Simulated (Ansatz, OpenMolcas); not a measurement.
## How methods differ on SiH3F (SMILES F[SiH3])

SiH3F: 5 atoms, total charge 0, spin state singlet. SMILES: `F[SiH3]`. The coordinates come from a PBE0-D4/def2-TZVP relaxation.

```xyz
5

F    -1.2746    0.1628    0.8580
Si    0.0433   -0.0193   -0.0307
H    -0.3678   -0.1926   -1.4437
H     0.7686   -1.2179    0.4516
H     0.8805    1.1934    0.1234
```

Quantity: the energy change with the Si2–H3 bond stretched from 1.482 to 3.260 Å, in eV. The values are calculated.

```tsv
level	kind	program	value (eV)	CPU time (all runs)
HF/def2-TZVPP (RICD fitting) (restricted)	Hartree–Fock	OpenMolcas	5.51	6.8 s
BLYP/def2-TZVPP (restricted)	GGA	Ansatz	4.07	6.4 s
M06-L/def2-TZVPP (restricted)	meta-GGA	OpenMolcas	4.59	1.9 min
TPSS/def2-TZVPP (restricted)	meta-GGA	OpenMolcas	4.43	2.1 min
r2SCAN0/def2-TZVPP (restricted)	hybrid meta-GGA	Ansatz	4.82	9.7 s
wB97X/def2-TZVPP (restricted)	range-separated hybrid	Ansatz	5.04	21 s
PBE-QIDH/def2-TZVPP (restricted)	double hybrid	Ansatz	4.95	8.3 s
MP2/def2-TZVPP (restricted)	perturbation theory	OpenMolcas	4.92	40 s
```

The first shape isn't each level's own minimum. The values span 4.07 to 5.51 eV. Times are those of the runs behind each value, whatever else they computed, on shared processors of several kinds: orders of magnitude only.

Hartree–Fock makes the Si–H stretch most costly, at 5.51 eV, and BLYP least, at 4.07 eV. The three semilocal functionals all lie below the hybrids, the double hybrid and MP2. At the longer distance the bonding and antibonding σ orbitals approach each other in energy, and the singlet acquires diradical character. A single closed-shell determinant cannot describe this: it keeps too much ionic character where the electrons should separate onto silyl and hydrogen. Hartree–Fock therefore exceeds the known Si–H bond strength even before the bond is fully broken.

Semilocal exchange mimics part of the missing left-right correlation through its localized exchange hole, an effect that exact exchange weakens. MP2 recovers some of the correlation explicitly, but its perturbation expansion becomes unreliable as the orbital gap narrows. The agreement between MP2 and PBE-QIDH is thus no proof of convergence, and BLYP's low value probably owes much to error cancellation. The spread mainly measures how the methods handle bond breaking, not their accuracy near equilibrium.
